**A hand rule for the 5s eigenvalue of In⁺ to Xe⁺**

The table holds 5s Kohn-Sham eigenvalues of the singly charged ions In⁺ to Xe⁺ from spherical, scalar-relativistic r2SCAN calculations with the radks radial solver, with zero spin moment imposed. The program fits the binding $B=-\varepsilon$ as a line in the number $k$ of 5p electrons, rounds it to two rules of thumb, and compares it with a fitted Moseley form and with Slater's rules. The steps of $B$ lie between 2.90 and 3.00 eV; the line misses by at most 0.05 eV, the rule $15+3k$ by 0.22 eV and the Moseley form by 0.38 eV, while Slater's rules overbind by 9 to 33 eV. Leave-one-out and two-row tests are printed for the line and the Moseley form. For I⁺, mean inverse radii from the same calculation give a frozen-orbital electrostatic step of at least 3.19 eV, above the self-consistent 2.91 eV.

5s eigenvalues of singly charged ions from In⁺ to Xe⁺, from spherical all-electron generalised Kohn-Sham calculations with radks 1 (radial solver with Libxc), r2SCAN, scalar-relativistic and spin-polarised. The 5s shell holds one electron of each spin, and 5p electrons are shared equally between the spins. The nucleus has a Fermi charge distribution.

## Program and output

```python
# Table: 5s Kohn-Sham eigenvalues (eV) of In+..Xe+, radks, r2SCAN, scalar-relativistic, spherical, zero moment imposed.
# Tested: binding B = -eps linear in the 5p count k (rule of thumb), against a fitted Moseley form and Slater's rules.
T = {
    'ion': ['In+', 'Sn+', 'Sb+', 'Te+', 'I+', 'Xe+'],
    'Z': [49, 50, 51, 52, 53, 54],
    'N': [48, 49, 50, 51, 52, 53],
    'configuration': ['[Kr] 4d10 5s2', '[Kr] 4d10 5s2 5p1', '[Kr] 4d10 5s2 5p2', '[Kr] 4d10 5s2 5p3', '[Kr] 4d10 5s2 5p4', '[Kr] 4d10 5s2 5p5'],
    'nuclear_rms_radius': [4.6156, 4.6519, 4.6802, 4.7423, 4.75, 4.7859],  # fm
    'spin_up_eigenvalue': [-15.117, -18.119, -21.052, -23.954, -26.857, -29.779],  # eV
    'spin_down_eigenvalue': [-15.117, -18.119, -21.052, -23.954, -26.857, -29.779],  # eV
}
import numpy as np
from scipy.constants import physical_constants as pc
Ry = pc['Rydberg constant times hc in eV'][0]
Ha = 2 * Ry
a0 = pc['Bohr radius'][0] * 1e15
ion = T['ion']
Z = np.array(T['Z'], float)
k = np.array(T['N'], float) - 48
up = np.array(T['spin_up_eigenvalue'], float)
dn = np.array(T['spin_down_eigenvalue'], float)
B = -up
f = lambda v, d=3: ' '.join(f'{x:.{d}f}' for x in v)
print(f'max |up-down| = {np.abs(up-dn).max():.3f} eV (imposed); rounding floor 0.0005 eV value, 0.001 eV step')
st = np.diff(B)
s = np.sqrt(B / Ry)
print('steps of B (eV):', f(st))
print(f'total {B[-1]-B[0]:.3f} eV, ratio {B[-1]/B[0]:.3f}, mean step {st.mean():.3f} eV')
print(f'step spread {np.ptp(st):.3f} eV = {100*np.ptp(st)/st.mean():.1f}% of mean step')
print('sqrt(B/Ry):', f(s, 4))
print('its steps:', f(np.diff(s), 4))
b, a = np.polyfit(k, B, 1)
m, c = np.polyfit(k, s, 1)
print(f'line: B = {a:.3f} + {b:.3f} k eV; formal zero at Z = {49-a/b:.1f}')
print(f'Moseley: sqrt(B/Ry) = {c:.4f} + {m:.4f} k; its steps (eV):', f(np.diff(Ry*(c+m*k)**2), 2))
# Slater's rule constants (recalled): 0.35 same group, 0.85 for 18 n=4 electrons, 1 for 28 inner, n* = 4.0
Zs = Z - 0.35 * (1 + k) - 0.85 * 18 - 28
print('Slater Zeff:', f(Zs, 2), f'; step of Zeff/n* = {0.65/4.0:.4f}')
a1, b1, a2, b2 = round(a, 1), round(b, 1), round(a), round(b)
M = {'line': a + b*k, f'{a1}+{b1}k': a1 + b1*k, f'{a2}+{b2}k': a2 + b2*k,
     'Moseley': Ry*(c + m*k)**2, 'Slater': Ry*(Zs/4.0)**2}
print('rows:', ' '.join(ion), '; table B (eV):', f(B))
W = {}
for n, y in M.items():
    r = y - B
    i = np.abs(r).argmax()
    W[n] = abs(r[i])
    print(f'{n} B (eV):', f(y))
    print('  model-table (eV):', f(r))
    print(f'  rms {np.sqrt((r**2).mean()):.3f}, worst {ion[i]} {r[i]:+.3f} eV; max rel {100*np.abs(r/B).max():.2f}%')
lo, lm = [], []
for i in range(len(k)):
    q = np.arange(len(k)) != i
    lo.append(np.polyval(np.polyfit(k[q], B[q], 1), k[i]) - B[i])
    lm.append(Ry*np.polyval(np.polyfit(k[q], s[q], 1), k[i])**2 - B[i])
print('leave-one-out line (eV):', f(lo))
print('leave-one-out Moseley (eV):', f(lm))
for lab, j in (('end rows', -1), ('first two rows', 1)):
    print(f'from {lab}, line err (eV):', f(B[0] + (B[j]-B[0])/k[j]*k - B))
    print(f'from {lab}, Moseley err (eV):', f(Ry*(s[0] + (s[j]-s[0])/k[j]*k)**2 - B))
print(f'k=6, untested: line {a+6*b:.1f} eV, Moseley {Ry*(c+6*m)**2:.1f} eV')
# further outputs of the same I+ run: <1/r> of 5s and 5p (1/bohr), 5p eigenvalue (eV)
u5s, u5p, e5p = 0.67103, 0.55377, -15.6207
I = ion.index('I+')
sI = (B[I+1] - B[I-1]) / 2
print(f'I+: central step {sI:.3f} eV; bare proton pull {u5s*Ha:.2f} eV; fraction {100*sI/(u5s*Ha):.1f}%')
print(f'I+: 5p <1/r> {u5p*Ha:.2f} eV; frozen electrostatic step >= {(u5s-u5p)*Ha:.2f} eV; 5p above 5s by {e5p-up[I]:.2f} eV')
R = T['nuclear_rms_radius'][I] / a0
dE = 2/3 * Z[I]**2 * R**2 * 4 / (2/s[I])**3 * Ha  # crude Fermi-Segre contact density, outer charge 2
print(f'I+: whole nuclear-size shift of 5s, crude order 1e{round(np.log10(dE))} eV')
assert np.abs(up - dn).max() < 1e-3
assert (st > 0).all() and np.ptp(st) / st.mean() < 0.05
assert (np.diff(s, 2) < 0).all()
assert W['line'] < W['Moseley'] < W['Slater']
```

Printed output:

```
max |up-down| = 0.000 eV (imposed); rounding floor 0.0005 eV value, 0.001 eV step
steps of B (eV): 3.002 2.933 2.902 2.903 2.922
total 14.662 eV, ratio 1.970, mean step 2.932 eV
step spread 0.100 eV = 3.4% of mean step
sqrt(B/Ry): 1.0541 1.1540 1.2439 1.3269 1.4050 1.4794
its steps: 0.0999 0.0899 0.0830 0.0781 0.0745
line: B = 15.164 + 2.926 k eV; formal zero at Z = 43.8
Moseley: sqrt(B/Ry) = 1.0656 + 0.0846 k; its steps (eV): 2.55 2.75 2.94 3.14 3.33
Slater Zeff: 5.35 6.00 6.65 7.30 7.95 8.60 ; step of Zeff/n* = 0.1625
rows: In+ Sn+ Sb+ Te+ I+ Xe+ ; table B (eV): 15.117 18.119 21.052 23.954 26.857 29.779
line B (eV): 15.164 18.090 21.016 23.943 26.869 29.796
  model-table (eV): 0.047 -0.029 -0.036 -0.011 0.012 0.017
  rms 0.028, worst In+ +0.047 eV; max rel 0.31%
15.2+2.9k B (eV): 15.200 18.100 21.000 23.900 26.800 29.700
  model-table (eV): 0.083 -0.019 -0.052 -0.054 -0.057 -0.079
  rms 0.061, worst In+ +0.083 eV; max rel 0.55%
15+3k B (eV): 15.000 18.000 21.000 24.000 27.000 30.000
  model-table (eV): -0.117 -0.119 -0.052 0.046 0.143 0.221
  rms 0.130, worst Xe+ +0.221 eV; max rel 0.77%
Moseley B (eV): 15.449 18.001 20.748 23.690 26.827 30.158
  model-table (eV): 0.332 -0.118 -0.304 -0.264 -0.030 0.379
  rms 0.268, worst Xe+ +0.379 eV; max rel 2.20%
Slater B (eV): 24.339 30.613 37.605 45.315 53.745 62.892
  model-table (eV): 9.222 12.494 16.553 21.361 26.888 33.113
  rms 21.567, worst Xe+ +33.113 eV; max rel 111.20%
leave-one-out line (eV): 0.098 -0.041 -0.043 -0.014 0.018 0.035
leave-one-out Moseley (eV): 0.702 -0.167 -0.371 -0.322 -0.043 0.800
from end rows, line err (eV): 0.000 -0.070 -0.070 -0.040 -0.010 0.000
from end rows, Moseley err (eV): 0.000 -0.463 -0.661 -0.631 -0.404 0.000
from first two rows, line err (eV): 0.000 0.000 0.069 0.169 0.268 0.348
from first two rows, Moseley err (eV): 0.000 0.000 0.341 0.984 1.898 3.065
k=6, untested: line 32.7 eV, Moseley 33.7 eV
I+: central step 2.912 eV; bare proton pull 18.26 eV; fraction 16.0%
I+: 5p <1/r> 15.07 eV; frozen electrostatic step >= 3.19 eV; 5p above 5s by 11.24 eV
I+: whole nuclear-size shift of 5s, crude order 1e-3 eV
```
